The last row looks wrong. Up to 1.744 Å, PBE lies clearly below CCSD(T); at 1.848 Å it is suddenly only 13 meV away, on the other side. Yet over this same last step PBE falls by a mere 8 meV, while CCSD(T) falls by 99 meV. PBE comes close to CCSD(T) just where its slope is badly wrong.

Hydrogen transfer from SiH₄ to O (neutral triplet, rigid PBE0/def2-TZVP fragments), computed with Ansatz 0.2.0 and AFQMC afq 1 (own program) in the cc-pVTZ basis on unrestricted determinants. Correlated levels freeze the cores; AFQMC uses a CISD trial, and “released” means that the phaseless constraint is let go. Each level counts its energies from its own value at 1.4846 Å.

| point transfer (Å) | number | HF, energy from the start of the scan (eV) | MP2, energy from the start of the scan (eV) | CCSD(T), energy from the start of the scan (eV) | phaseless AFQMC, energy from the start of the scan (eV) | released AFQMC, energy from the start of the scan (eV) | PBE, energy from the start of the scan (eV) | PBE0, energy from the start of the scan (eV) |
| --- | --- | --- | --- | --- | --- | --- | --- | --- |
| 1.588 | 1 | 0.136 | -0.086 | -0.079 | -0.084 | n/a | -0.171 | -0.129 |
| 1.640 | 2 | 0.165 | -0.174 | -0.137 | -0.134 | -0.135 | -0.246 | -0.197 |
| 1.692 | 3 | 0.140 | -0.294 | -0.213 | -0.212 | -0.221 | -0.316 | -0.271 |
| 1.744 | 4 | 0.067 | -0.421 | -0.297 | -0.287 | -0.310 | -0.375 | -0.345 |
| 1.848 | 5 | -0.102 | -0.573 | -0.396 | -0.379 | -0.383 | -0.383 | -0.409 |

The point transfer is the Si–H distance. As it grows, a hydrogen atom leaves silane for an oxygen atom with two unpaired electrons. Energies count from a start at 1.4846 Å, where the oxygen is already near, and the fragments are kept rigid. The numbers therefore describe the course of the transfer, and neither a barrier from separate reactants nor a reaction energy. An error in the table is likewise an error relative to the start: zero means that a method is as wrong there as it was at the beginning.

**From 1.588 to 1.640 Å: Hartree–Fock climbs while the others descend**

In the first row the hydrogen is 1.59 Å from silicon and 1.25 Å from oxygen, so it belongs fully to neither. Three electrons hold this bridge together: the pair of the old Si–H bond and one unpaired electron of oxygen. With the old bond loosened and the new one still forming, the electrons are expected to gain more by avoiding each other, through partial use of orbitals that a single determinant leaves empty. In the first row this is no switch to a second configuration: the largest double excitation in the coupled-cluster calculation has an amplitude of only about 0.03, so the gain is gathered from many small contributions.

Hartree–Fock should therefore be too high when the hydrogen is shared, and the table shows that it is. Let $\Delta E$ be an energy counted from the start and $\Delta C$ the gain in correlation energy since the start, taken as positive. Then

$$\Delta E_{\mathrm{CCSD(T)}}=\Delta E_{\mathrm{HF}}-\Delta C .$$

At 1.640 Å this reads $0.165-0.302=-0.137$ eV. The relation is true by definition, but it shows where the hump comes from: the mean-field energy rises, and correlation more than pays for the rise. That the shared bridge causes part of this gain is the argument given above, which the energies support but do not prove. The last row will suggest that it is not the whole cause.

PBE errs in the opposite direction, and at 1.640 Å it is 109 meV too low. Its approximate exchange does not fully cancel the repulsion of an electron with its own charge cloud. The false repulsion shrinks when the electron spreads out, so PBE favours arrangements in which an odd electron is spread over several atoms. A hydrogen shared between silicon and oxygen is such an arrangement.

This explanation can be put to a simple test. PBE0 replaces a quarter of the PBE exchange by exact exchange and keeps the PBE correlation. If the error of PBE lies in its exchange, the correction that PBE needs should be proportional to the step from PBE to PBE0:

$$\Delta E_{\mathrm{CCSD(T)}}-\Delta E_{\mathrm{PBE}}\approx k\,(\Delta E_{\mathrm{PBE0}}-\Delta E_{\mathrm{PBE}}).$$

The single constant $k$, fitted to all five rows, is about 2.1. Were exchange the only fault, $k$ would be near 4, since PBE0 goes only a quarter of the way to full exact exchange. The smaller value means that full exact exchange, joined to PBE correlation, would overshoot. A likely reason is that PBE exchange also imitates some of the correlation in stretched bonds, and this help is lost when exact exchange takes its place. At 1.640 Å, a row that took part in the fit, the step is $-0.197+0.246=0.049$ eV. The model then asks for a correction of $2.13\times 49\approx 104$ meV, against the 109 meV needed.

**From 1.692 to 1.744 Å: over the top**

Hartree–Fock now turns downwards, but its distance from CCSD(T) still grows and reaches 364 meV at 1.744 Å, the largest value in the table. The top of the Hartree–Fock curve is thus not the place where that method is worst. The top marks where the rise of the mean-field energy ends; the error follows the correlation energy, which peaks later. The whole gain is less than 4 % of a correlation energy of about 10 eV, and this small change decides whether the curve goes up or down.

MP2 shows no hump in these rows, since its correlation energy grows even more from the start than that of CCSD(T). It drifts instead: it is 37 meV too low at 1.640 Å and 124 meV too low at 1.744 Å. Its total energies show what lies behind this. At the start MP2 recovers 84.6 % of the CCSD(T) correlation energy, and the share rises with every row.

The MP2 curve therefore gets worse while its total energy gets better. The start has the largest deficit, and each later point is measured against it. A plausible cause is the change of partner. MP2 usually recovers less of the correlation in a loose Si–H pair than in a compact O–H pair, and the transfer turns one into the other. The energies agree with this reading but do not single it out.

**At 1.848 Å: the hydrogen has arrived**

If the Si–O distance stays as it is in the first row, the hydrogen is now 0.99 Å from oxygen, roughly the length of a finished O–H bond. This accounts for the flattening of the CCSD(T) curve, whose slope drops from $-1.6$ to about $-1.0$ eV/Å: most of the energy of the new bond has been collected. By this reading the odd electron has largely moved on to silicon and the bridge is dissolving, though orbitals and spins were at hand for the first row only and cannot confirm it here.

With the bridge goes the extra correlation that belonged to it. The error of Hartree–Fock shrinks from 364 to 294 meV, so its curve falls faster than that of CCSD(T) over this step. Only 70 of the 364 meV are given back, however, so the bridge is probably not the only source of the gain. Much of the rest can be put down to the change of partner: the new bonding pair sits close to the other electrons of oxygen and has to avoid them too, while a pair between silicon and hydrogen has fewer close neighbours.

The odd behaviour of PBE has the same origin. PBE had made the shared arrangement too stable, and it loses this advantage as the sharing ends. Relative to CCSD(T) it rises from $-78$ to $+13$ meV, by 91 meV in all. This rise cancels nearly the whole CCSD(T) descent of 99 meV and leaves the 8 meV noted at the outset. The good agreement in the last row means that PBE is about as wrong there as at the start, and not that its error has gone.

PBE0 supports this view. In the last row it is as far from CCSD(T) as PBE is, 13 meV, but on the low side. Over the last step, however, it descends by 64 meV, much closer to the 99 meV of CCSD(T) than PBE comes. Exact exchange raises the shared arrangements and lowers the finished one, and so gives back much of the lost slope.

The one-constant model gets the direction of this change right but not its size. For the last row it asks that PBE be lowered by 55 meV, where 13 meV would do. In the four earlier rows it misses by 3 to 14 meV. The error thus follows the step towards exact exchange while the hydrogen is shared, but not over the whole course. The correlation part of PBE, which changes as the new bond closes, may be the reason; this has not been tested. A model that mixes in the whole Hartree–Fock curve, fitted to the same five rows, does worse and gives the last row the wrong sign, as the output below shows.

**How far CCSD(T) can serve as the measure**

Both kinds of AFQMC follow CCSD(T) to within 17 meV, far less than the errors of Hartree–Fock and, beyond the first rows, of MP2. The statistical noise of such a difference is about 7 meV for the phaseless kind, if the start and the other rows are as noisy as the first. The deviations in the first four rows are therefore not clearly resolved, while the 17 meV of the last row is more than twice the noise and may contain some bias. The agreement is support rather than an independent proof, because a released reference was accepted only if it agreed to within a few tens of meV. In the first row the released energy kept sinking, by 49 meV, without settling. The bias of the phaseless constraint there may thus exceed the noise, though part of it should cancel against the start.

Silane and oxygen are precursors of the silicon oxide films that insulate parts of electronic devices, and the removal of hydrogen by oxygen atoms is one of the elementary steps. For a model of such a step, the table means that Hartree–Fock would add a hump that correlation removes, and that PBE would make the shared arrangement too stable. Where such an arrangement is the top of a barrier, PBE can be expected to put that barrier too low, although this scan does not measure one.

Output of the analysis:

```
Level less CCSD(T) in meV:
    row   HF   MP2  phaseless  released   PBE  PBE0
  1.588  215    -7         -5       n/a   -92   -50
   1.64  302   -37          3         2  -109   -60
  1.692  353   -81          1        -8  -103   -58
  1.744  364  -124         10       -13   -78   -48
  1.848  294  -177         17        13    13   -13
Correlation energy in eV and slope from the row before in eV per angstrom:
    row  H-O if Si-O fixed  CCSD(T) correlation  missed by MP2  MP2 share %  slope CCSD(T)  slope HF  slope PBE
  1.588              1.252                10.12          1.522        84.96            n/a       n/a        n/a
   1.64                1.2                10.21          1.492        85.39         -1.115    0.5577     -1.442
  1.692              1.148                10.26          1.448        85.89         -1.462   -0.4808     -1.346
  1.744              1.096                10.27          1.405        86.32         -1.615    -1.404     -1.135
  1.848              0.992                 10.2          1.352        86.75        -0.9519    -1.625   -0.07692
CCSD(T) correlation energy at the start of the scan, eV: 9.91
MP2 share of it at the start, percent: 84.57
fit of need on 5 rows: coefficient of shift 2.127 +/- 0.26; rms 20.4, worst 1.848 -42.3, leave-one-out rms 22.6
fit of need on 5 rows: coefficient of whole 0.2023 +/- 0.047; rms 36.6, worst 1.848 69.9, leave-one-out rms 42.1
Correction needed by PBE and misses of the two models in meV:
    row  needed  PBE0 less PBE  miss exchange model  miss HF admixture
  1.588      92             42               -2.668             -29.88
   1.64     109             49               -4.779             -25.84
  1.692     103             45               -7.287             -10.73
  1.744      78             30               -14.19              11.44
  1.848     -13            -26                -42.3              69.86
Exact exchange share implied by the exchange model, percent: 53.17
Phaseless noise of a difference if the start is as noisy, meV: 7.212
Fall of the released walk in the first row, meV: 49.2
```
